## The question

In the molecule CH₃–CH=CH–C≡P, two hydrogens sit on the C=C double bond. H9 is on C2, next to the methyl group, and H10 is on C3, next to the C≡P group. Where do they appear in the proton spectrum, and which lies at the higher shift? The other atoms of the same molecule give the first clues.

GIAO shieldings and IAO charges of C4H5P (SMILES C/C=C/C#P) from PySCF 2.14.0: non-relativistic PBE0/pcSseg-1 with density fitting, gas phase, GFN2-xTB geometry. Shift is the shielding of the reference (PH3 for 31P, TMS for 13C and 1H) at the same level minus that of the nucleus; span is the highest minus the lowest principal shielding. Equivalent atoms are averaged.

```tsv
atom	equivalent	bonded to	shift (ppm)	shielding (ppm)	paramagnetic part (ppm)	span (ppm)	IAO charge (e)
C1	1	C H H H	23.3	163.7	-84.3	36	-0.43
C2	1	C C H	160.8	26.1	-229.6	261	-0.08
C3	1	C C H	124.7	62.2	-194.3	168	-0.18
C4	1	C P	174.8	12.1	-249.1	475	-0.29
P5	1	C	321.9	289.4	-680.7	577	0.19
H6	3	C	2.0	29.7	0.6	9	0.16
H9	1	C	?	?	?	?	?
H10	1	C	?	?	?	?	?
```

The shielding says how strongly the electrons weaken the applied magnetic field at a nucleus. The shift counts downward from the shielding of a reference compound, so a less shielded nucleus has a higher shift.

## What the carbons say

The carbon shifts rise from C1 through C3 and C2 to C4. The paramagnetic part of the shielding runs from −84 to −249 ppm in that order, while the remaining, diamagnetic part stays between 248 and 261 ppm. The order therefore comes from the paramagnetic part. Charge does not set it: C4 is more negative than C2, yet has the higher shift.

Theory explains the paramagnetic part. The applied field mixes occupied orbitals with empty ones, and the mixing grows as the energy gap shrinks. A double-bonded carbon offers a low-lying empty π* orbital; the methyl carbon has none of its own.

## From carbon to hydrogen

The same mixing reaches the hydrogens. When the field lies in the molecular plane and across the C=C bond, it induces a magnetic moment on the carbon that points along the field. The attached hydrogen lies only about 30° off that direction, where the field of the moment adds to the applied one. Alkene hydrogens are thus deshielded without having to lose charge.

The two ends of the double bond are not alike. C2 has a shift 36 ppm above that of C3. Two standard effects push this way: the C≡P group, as a π acceptor, draws π density from the far carbon C2, and methyl raises the shift of the carbon that carries it. H9 should feel the same imbalance.

## The estimate

Ethylene is the simpler system to start from. It sets the general level of an alkene hydrogen, but its four hydrogens are equivalent, so it says nothing about the difference between H9 and H10. That difference must come from the substituents, whose effects are taken to add.

1. **Start:** 5.6 ppm, a rough recalled 5.3 for ethylene plus a judged allowance of 0.3 for this level of theory.
2. **Methyl:** about +0.4 for the hydrogen on the same carbon and −0.2 for the one cis to it, both rough recalled values.
3. **C≡P:** +0.7 for the cis hydrogen and +0.6 for the one on the same carbon. These are guesses, placed among the effects of alkyne, nitrile and aldehyde groups.

In this E isomer H9 is cis to C≡P, and H10 is cis to methyl. H9 then comes to 5.6 + 0.4 + 0.7 = 6.7 ppm, and H10 to 5.6 − 0.2 + 0.6 = 6.0 ppm. Nothing was fitted to any row.

## A reason for wide error bars

The phosphorus row looks odd. With a shielding of 289 ppm and a span of 577 ppm, its highest principal value can be at most 289 + ⅔ × 577 ≈ 674 ppm, far below its diamagnetic part of 970 ppm. In a wholly linear molecule the paramagnetic part vanishes along the axis, and the two values would almost meet.

A bend is not the cause: in the geometry used, the C–C–P unit is straight to within about 1°. But the propenyl group removes the symmetry around the axis. One of the two π systems of C≡P is conjugated with the C=C bond and the other is not, so a field along the axis can mix occupied π orbitals of one with empty π* orbitals of the other. This is the expected reason, not a tested one. The same conjugation acts on the alkene carbons, and its effect on their hydrogens is only guessed here, so the error bars are kept wide.

## The predictions

- **H9:** shift 6.7 ± 0.7 ppm.
- **H10:** shift 6.0 ± 0.7 ppm.
- **Order:** H9 probably above H10, though the ranges overlap.
- **Charge:** 0.16 ± 0.03 e on both, about the methyl value, despite a jump in shift of roughly 4 ppm.

The error bars are judgement, not statistics.

The withheld rows as computed:

```tsv
atom	equivalent	bonded to	shift (ppm)	shielding (ppm)	paramagnetic part (ppm)	span (ppm)	IAO charge (e)
H9	1	C	7.0	24.7	-7.4	8	0.16
H10	1	C	6.0	25.7	-4.8	6	0.17
```

## Hits and misses

Both shifts fall within their ranges, and the order is right. H10 agrees to the last digit, which is luck given guessed increments. H9 comes out at 7.0 ppm, 0.3 above the prediction.

H9 is also the real test of the substituent effects. The bare ethylene start would miss it by 1.4 ppm, twice the error bar. For H10 the same start misses by only 0.4 ppm, so that row hardly distinguishes the two estimates. The output below lists these comparisons.

The charges, 0.16 and 0.17 e, fall within the forecast range and stay close to the methyl value, while the shifts lie 5 and 4 ppm above that of methyl. For hydrogen, as for C2 and C4, charge is a poor guide to shift.

## What stays open

The extra 0.3 ppm at H9 may mean that C≡P acts more strongly than the guessed increment, or that the ethylene start or the methyl increment is a little off. Calculations on ethylene, propene and CH₂=CH–C≡P at the same level would replace the recalled and guessed values and show whether the effects really add. For the odd phosphorus row, CH₃–C≡P is the natural comparison: with no C=C bond to conjugate with, its highest principal value should lie much closer to the diamagnetic part. The computed shifts are also non-relativistic, for one conformer and without vibrational averaging, so a hit here is agreement with the calculation, not with a measured spectrum.

Output of the analysis:

```
Diamagnetic part as shielding less paramagnetic part:
  row  diamagnetic_ppm
   C1              248
   C2            255.7
   C3            256.5
   C4            261.2
   P5            970.1
   H6             29.1
   H9             32.1
  H10             30.5
C2 shift less C3 shift, ppm: 36.1
P5 upper limit of highest principal shielding, ppm: 674.1
Hydrogen shielding of the TMS reference, ppm: 31.7
H9 forecast shift, ppm: 6.7
H9 computed shift, ppm: 7
H9 forecast less computed, ppm: -0.3
H9 bare start less computed, ppm: -1.4
H10 forecast shift, ppm: 6
H10 computed shift, ppm: 6
H10 forecast less computed, ppm: -8.882e-16
H10 bare start less computed, ppm: -0.4
Error bar of both shift forecasts, ppm: 0.7
Forecast gap H9 less H10, ppm: 0.7
Computed gap H9 less H10, ppm: 1
H9 shift less methyl hydrogen shift, ppm: 5
H10 shift less methyl hydrogen shift, ppm: 4
H9 charge forecast less computed, e: 0
H10 charge forecast less computed, e: -0.01
Diamagnetic part of H9 less that of methyl hydrogen, ppm: 3
Paramagnetic part of H9 less that of methyl hydrogen, ppm: -8
Diamagnetic part of H10 less that of methyl hydrogen, ppm: 1.4
Paramagnetic part of H10 less that of methyl hydrogen, ppm: -5.4
```
